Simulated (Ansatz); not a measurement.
**Mo5Si3: pressure against volume**

Mo5Si3, I4/mcm, a = 9.641 Å, c = 4.894 Å. The structure is a COD entry; whether it is the stable form wasn't checked. Ansatz: r2SCAN, PAW, 500 eV, Γ-centred 8×8×8 mesh on 16 atoms, Gaussian smearing 0.10 eV; no spin polarisation. Shape and atoms are relaxed at each volume; pressure is positive in compression.

```
V (Å³/atom) P (GPa)
     12.511    42.81
     12.937    29.41
     13.364    18.00
     13.790     8.28
     14.217    -0.01
     14.643    -7.07
     15.070        ?
     15.638   -19.67
```

Q: Take V0 = 14.217 Å³/atom, count pressures from its P0 = -0.01 GPa, fit the third-order Birch–Murnaghan form to the other rows, and predict the missing pressure.

A: With the Eulerian strain f = ½[(V0/V)^(2/3) − 1] and y = (P − P0)/[3f(1 + 2f)^(5/2)], the form is the line y = B0 + 1.5 B0 (B0′ − 4) f. Rows (f, y): 0.04448, 259.3; 0.03246, 258.2; 0.02106, 257.1; 0.01027, 255.7; -0.00975, 253.5; -0.03077, 249.6. Means f = 0.01129, y = 255.57; Σ(Δf)² = 0.003858, ΣΔfΔy = 0.4889; the slope is their ratio. y = 254.1 + 126.7 f GPa, so B0 = 254.1 GPa and B0′ = 4 + 2 × (126.7)/(3 × 254.1) = 4.33. At V = 15.070, f = -0.01905, y = 251.69 and P = -13.06 GPa. The run gave -13.07 GPa, so the fit is 0.01 GPa too high, within the rms miss on the fitted rows (0.04 GPa).

Cost: 8 runs of about 77 core-minutes in all, on Intel Xeon Processor @ 2.70GHz (shared hosts).

Mo5Si3 is a stiff solid that stiffens further on compression, as the fitted B0 of 254.1 GPa and B0′ of 4.33 show. The stiffness probably comes from Mo 4d–Si 3p covalent bonding together with Mo–Mo d bonding, in a d band filled mainly with bonding states. Squeezing the cell raises the short-range repulsion and the kinetic energy of the electrons faster than bonding can repay, whereas stretching weakens the orbital overlap and softens the lattice.

Because B0′ lies close to 4, the strain correction is small and the curve is nearly that of the second-order form. The points still bend slightly about the fitted line, falling below it at both the most compressed and the most expanded volumes, which suggests a small higher-order term. The predicted pressure lies between fitted rows, so its close agreement supports interpolation rather than extrapolation to stronger compression or tension. A smooth curve at negative pressure doesn't show that the stretched crystal would resist shear, phonon instabilities or fracture.
